# Direct logarithmic law from tunnelling-limited oxide growth

## Statement

An oxide film of thickness $X$ covers a metal. Oxygen on the outer surface must receive electrons from the metal before it can be built into the oxide. The conduction-band edge of the oxide lies an energy $U$ above the Fermi level of the metal, and $m$ is the mass that governs the decay of the electron wave in the oxide at that energy. If ions move fast enough that electron tunnelling is the slow step, then

$$\frac{dX}{dt}=C\,e^{-X/X_0},\qquad X_0=\frac{1}{2\kappa}=\frac{\hbar}{2\sqrt{2mU}},\tag{1}$$

and with $X(0)=0$ and constant $C$

$$X(t)=X_0\ln\!\left(1+\frac{Ct}{X_0}\right).\tag{2}$$

This is the direct logarithmic law; the mechanism goes back to Mott (1939). With $\sigma=Ct/X_0$, a tenfold increase of time adds

$$X(10t)-X(t)=X_0\ln\frac{1+10\sigma}{1+\sigma}\approx X_0\left(\ln 10-\frac{0.9}{\sigma}\right),\tag{3}$$

where the last form holds for $\sigma\gg1$. Each decade then adds $2.303\,X_0$; for $\sigma\lesssim1$ it adds less. For an assumed barrier $U=2$ eV between aluminium and its oxide and the free-electron mass $m_e$, $\kappa=7.245\times10^{9}\ \mathrm{m^{-1}}$, $X_0=0.0690$ nm, and a decade adds 0.159 nm.

## The smallest model

One electron moves in one dimension with one mass $m$. Energies count from the bottom of the metal band. The metal fills $x<0$ at zero potential, the electron has energy $E=\hbar^2k^2/2m$, and the oxide fills $0<x<X$ at potential $E+U$, so $\kappa=\sqrt{2mU}/\hbar$. The wave function and its slope are continuous at each interface. The growth rate is proportional to the rate at which electrons are removed at $x=X$, because a fixed volume of oxide forms per electron. The film thickens so slowly on the electronic time scale that stationary states at fixed $X$ suffice. Two terminations bracket the way oxygen removes the electron: a weak acceptor and a fully open exit.

### Weak acceptor: the law holds exactly

Let the barrier continue beyond $X$ at the same height, and place at $x=X$ an acceptor that couples weakly and locally to the electron. The unperturbed state is

$$\psi=e^{ikx}+re^{-ikx}\quad(x<0),\qquad \psi=\tau e^{-\kappa x}\quad(x>0).$$

Matching gives $1+r=\tau$ and $ik(1-r)=-\kappa\tau$, hence $\tau=2k/(k+i\kappa)$ and

$$|\psi(X)|^2=\frac{4E}{E+U}\,e^{-2\kappa X}.$$

To lowest order in the coupling (golden rule), the capture rate is $|\psi(X)|^2$ times a factor that does not depend on $X$. This is (1) at every thickness. The factor 2 in $X_0=1/2\kappa$ arises because the rate follows the squared amplitude. Separating variables,

$$t=\frac1C\int_0^X e^{x/X_0}dx=\frac{X_0}{C}\left(e^{X/X_0}-1\right),$$

and solving for $X$ gives (2). Equation (3) follows by subtraction and from $\ln(1+1/10\sigma)-\ln(1+1/\sigma)\approx-0.9/\sigma$.

A different barrier $W$ beyond the oxide leaves the exponent unchanged. With $\kappa'=\sqrt{2mW}/\hbar$ outside, the oxide holds $A\,[e^{-\kappa x}+\rho\,e^{-2\kappa X}e^{\kappa x}]$, and matching to $e^{-\kappa'x}$ at $X$ fixes $\rho=(\kappa-\kappa')/(\kappa+\kappa')$. Matching at $x=0$ gives $A=2k/[k(1+\rho\eta)+i\kappa(1-\rho\eta)]$ with $\eta=e^{-X/X_0}$. Since $\psi(X)=A(1+\rho)e^{-\kappa X}$,

$$\frac{1}{|\psi(X)|^2}=\frac{(E+U)\,e^{X/X_0}}{4E(1+\rho)^2}\left[1+2\rho\,\frac{E-U}{E+U}\,e^{-X/X_0}+\rho^2e^{-2X/X_0}\right].\tag{4}$$

The outer step rescales $C$ by $(1+\rho)^2$ and adds terms that die out within a few $X_0$.

### Open exit: an inverse hyperbolic sine

Now let the electron leave freely, $\psi=\tau'e^{ik(x-X)}$ for $x>X$. Inside the barrier the pair $(\psi,\psi')$ is carried from $0$ to $X$ by the matrix with rows $(\cosh\kappa X,\ \kappa^{-1}\sinh\kappa X)$ and $(\kappa\sinh\kappa X,\ \cosh\kappa X)$. Applying it to $(1+r,\ ik(1-r))$, equating to $\tau'(1,\ ik)$ and eliminating $r$ gives

$$\frac1{\tau'}=\cosh\kappa X+\frac{i}{2}\left(\frac{\kappa}{k}-\frac{k}{\kappa}\right)\sinh\kappa X,$$

and the transmission $T=|\tau'|^2$ obeys

$$\frac1T=1+B\sinh^2\kappa X,\qquad B=\frac{(E+U)^2}{4EU}.$$

Write $dX/dt=vT$, where $v$ is the growth velocity if every incident electron passed. Using $\sinh^2\kappa X=\tfrac12[\cosh(X/X_0)-1]$, the integral of $1/T$ is elementary:

$$vt=\left(1-\frac B2\right)X+\frac{B X_0}{2}\sinh\frac{X}{X_0}.\tag{5}$$

For $X\gg X_0$ this becomes $vt\approx(BX_0/4)e^{X/X_0}$, the late-time form of (2) with $C=4v/B$. At $B=2$, reached for $E/U=3+2\sqrt2$, the linear term vanishes, $1/T=\cosh(X/X_0)$, and

$$X=X_0\,\mathrm{arsinh}\,s,\qquad s=\frac{vt}{X_0},\qquad C=2v.\tag{6}$$

For $U=2$ eV the condition means $E=11.66$ eV. The typical free-electron Fermi energy of aluminium, about 11.7 eV, gives $B=2.005$, so $B=2$ is adopted below. At this energy $4E/(E+U)=2+\sqrt2=3.41$ and $(E-U)/(E+U)=1/\sqrt2$.

### Comparison with the general law

With $C=2v$, law (2) reads $X/X_0=\ln(1+2s)$, while (6) reads $X/X_0=\ln(s+\sqrt{1+s^2})$. Because $1+s>\sqrt{1+s^2}$ for $s>0$, the general law always lies higher. The difference is stationary where $2/(1+2s)=1/\sqrt{1+s^2}$, that is at $s=3/4$, where it equals $\ln(5/2)-\ln2=\ln(5/4)$. At late times it falls as $1/(2s)$.

| $s$ | $\ln(1+2s)$ | $\mathrm{arsinh}\,s$ | difference |
|---|---|---|---|
| 0.1 | 0.1823 | 0.0998 | 0.0825 |
| 0.75 | 0.9163 | 0.6931 | 0.2231 |
| 10 | 3.0445 | 2.9982 | 0.0463 |
| 100 | 5.3033 | 5.2983 | 0.0050 |

The largest gap is 0.015 nm, far below one atomic spacing. For the closed termination (4), the compiled work function of Al(100), 4.31 eV (Tran 2019), serves as a stand-in for $W$; the vacuum level over an oxidised surface differs from that over the clean metal. Then $\rho=-0.190$ and the leading relative correction is $\sqrt2\rho\,e^{-X/X_0}=-0.27\,e^{-X/X_0}$. The termination therefore fixes $C$ and the first few $X_0$ of growth. The slope $dX/d\ln t\to X_0$ belongs to the barrier alone.

### Counting layers

$X_0$ is shorter than an atomic layer, so a continuous $X$ is an average. Let the film grow in layers of thickness $d$, with electrons crossing the $n$ completed layers while layer $n+1$ forms. That layer takes a time $(d/C)\,q^n$ with $q=e^{d/X_0}$. The time for $N$ layers is a geometric sum,

$$t_N=\frac dC\,\frac{q^N-1}{q-1},\qquad\text{so}\qquad Nd=X_0\ln\!\left(1+\frac{C't_N}{X_0}\right),\qquad C'=C\,\frac{q-1}{d/X_0}.$$

Law (2) holds exactly at each completed layer, with the same $X_0$ and a larger prefactor. The film formed near room temperature is amorphous, and corundum serves only for the packing. Its compiled lattice constants are $a=0.47589$ nm and $c=1.2991$ nm (Lallet 2009), and the oxygen planes along $c$ are $d=c/6=0.2165$ nm apart. Then $d/X_0=3.137$ and $q=23.0$: each layer takes 23 times as long as the one before, and a decade adds 0.73 of a layer. The ratio $C'/C=7.0$ shifts the thickness by $X_0\ln(C'/C)=0.13$ nm. After one such layer the correction in (4) is down to 1.2 per cent in magnitude.

## Numbers for Al$_2$O$_3$ on aluminium

An estimate of $v$ needs the volume per electron and the incident flux. The hexagonal cell has volume $(\sqrt3/2)a^2c=0.2548\ \mathrm{nm^3}$ and holds six formula units, each needing six electrons, so $\Omega=7.08\times10^{-30}\ \mathrm{m^3}$ per electron. In a free-electron metal at zero temperature, with both spins and with all final states empty, the transmitted flux is

$$J=\frac{m_e}{2\pi^2\hbar^3}\int_0^{E_F}(E_F-E_x)\,T(E_x)\,dE_x ,$$

where $E_x$ is the energy of motion along the normal and the weight $E_F-E_x$ counts the occupied parallel momenta. Lowering $E_x$ by $w$ raises the barrier to $U+w$ and, to first order, the exponent $2\kappa X$ by $w/\epsilon$, with $\epsilon=U/\kappa X=2UX_0/X$. Since $\epsilon\ll E_F$, the integral is $T(E_F)\,\epsilon^2$. At $X=2$ nm, $\epsilon=0.138$ eV, the factor multiplying $T(E_F)$ is $1.9\times10^{31}\ \mathrm{m^{-2}s^{-1}}$, and $v=1.4\times10^{2}$ m/s. This is an upper estimate, since oxygen offers fewer empty states than assumed. The illustrative values $v=100$ m/s and $C=200$ m/s are used below; each factor of ten less in $C$ removes $2.303X_0$ from every entry.

The time scale is $X_0/C=3.45\times10^{-13}$ s, so (2) and (6) coincide to all printed digits at laboratory times. The table gives the model's thickness from (2) for the free mass and for a typical oxide mass of about $0.4\,m_e$, with $C$ unchanged. Two decimals are printed to show the increments; the absolute values are uncertain by several tenths of a nanometre through $C$ alone.

| mass | $X_0$ (nm) | per decade (nm) | $X$(1 s) | $X$(10 s) | $X$(86 400 s) | $X$($3.156\times10^7$ s) |
|---|---|---|---|---|---|---|
| $m_e$ | 0.0690 | 0.159 | 1.98 | 2.14 | 2.76 | 3.17 |
| $0.4\,m_e$ | 0.109 | 0.251 | 3.08 | 3.33 | 4.32 | 4.97 |

Thicknesses are in nm; the last two columns are one day and one year. In the layer model with the free mass, layers 10, 11, 12 and 13 are complete after 2.1 s, 48 s, $1.1\times10^3$ s and $2.5\times10^4$ s.

The initial velocity is never reached, because the gas cannot supply it. For an oxygen partial pressure $p=21$ kPa at $T_g=300$ K, the impingement flux $p/\sqrt{2\pi Mk_BT_g}$ with molecular mass $M=32$ u is $5.6\times10^{26}\ \mathrm{m^{-2}s^{-1}}$. With unit sticking and four electrons per molecule this caps the velocity at $v_g=0.016$ m/s. If the two steps add in series, $dt/dX=1/v_g+e^{X/X_0}/C$. Tunnelling becomes the slower one at $X_0\ln(C/v_g)=0.65$ nm (free mass), and the gas term adds only $X/v_g=0.19\ \mu$s to the time for 3 nm.

## Size of the neglected terms

All sizes refer to the free mass and, where thickness matters, to $X=2$ nm.

**Shrinking energy window.** The factor $\epsilon^2\propto X^{-2}$ was frozen above. Keeping it gives $t\propto\int_0^Xx^2e^{x/X_0}dx$, and for $X\gg X_0$ the slope becomes $dX/d\ln t=X_0(1-2X_0/X+2X_0^2/X^2)$. A decade then adds 0.148 nm, about 7 per cent less.

**Voltage across the film.** Negative oxygen on the surface raises the electron energy outward. If the barrier rises linearly from $U_1$ to $U_2$ with both ends fixed, the semiclassical exponent $2\int_0^X\kappa\,dx$ stays proportional to $X$, with $\sqrt U$ replaced by $\tfrac23(U_2^{3/2}-U_1^{3/2})/(U_2-U_1)$. The law survives. For an illustrative rise from 2 eV to 3 eV, $X_0$ falls by 10 per cent to 0.0618 nm.

**Image attraction to the metal.** The barrier at distance $x$ is lowered by $e^2/16\pi\varepsilon_0\varepsilon_\infty x$. With the compiled corundum value $\varepsilon_\infty=3.1$ (Skone 2014) this is 0.058 eV at 2 nm. The exponent grows with thickness at the local rate $2\kappa(X)$, so the local $X_0$ rises by 1.5 per cent. The stronger lowering near the metal goes into $C$. The polarisation of the oxide–gas boundary, which repels an electron inside the oxide, is left out.

**Mass.** This is the largest uncertainty of the slope, as the table shows: $X_0\propto m^{-1/2}$, and 2 eV below the band edge a parabolic band is only a rough guide.

**Thermal emission.** At 300 K, $U/k_BT=77$. The factors $e^{-X/X_0}$ and $e^{-U/k_BT}$ become equal at $X=X_0U/k_BT=5.3$ nm. Beyond about that thickness emission over the barrier, which does not decay exponentially with $X$, takes over and (1) fails.

**Ion transport.** Condition (1) requires fast ions. In the opposite case, treated by Cabrera and Mott (1949), tunnelling is fast enough to hold a fixed voltage across the film, field-assisted ion hopping limits growth, and $1/X$ rather than $X$ is approximately linear in $\ln t$. Since the steps act in series, (2) with an upper estimate of $C$ bounds the thickness from above for the given barrier. The slopes tell the regimes apart. The tunnelling slope $X_0$ is nearly independent of thickness and temperature. The ion-limited slope is proportional to $X^2$ and to temperature.

As typical knowledge, films on aluminium in air at room temperature are about 2 to 3 nm thick and films grown at very low oxygen pressure stop nearer 1 nm. The model's 2.76 nm after one day (free mass) falls in the first range, which tests little because $C$ is illustrative, and overshoots the second by a factor of two to three. The model's 4.32 nm for the lighter mass overshoots even the air-formed film by half or more, the direction expected when scarce acceptor states or slow ions hold growth below the tunnelling limit.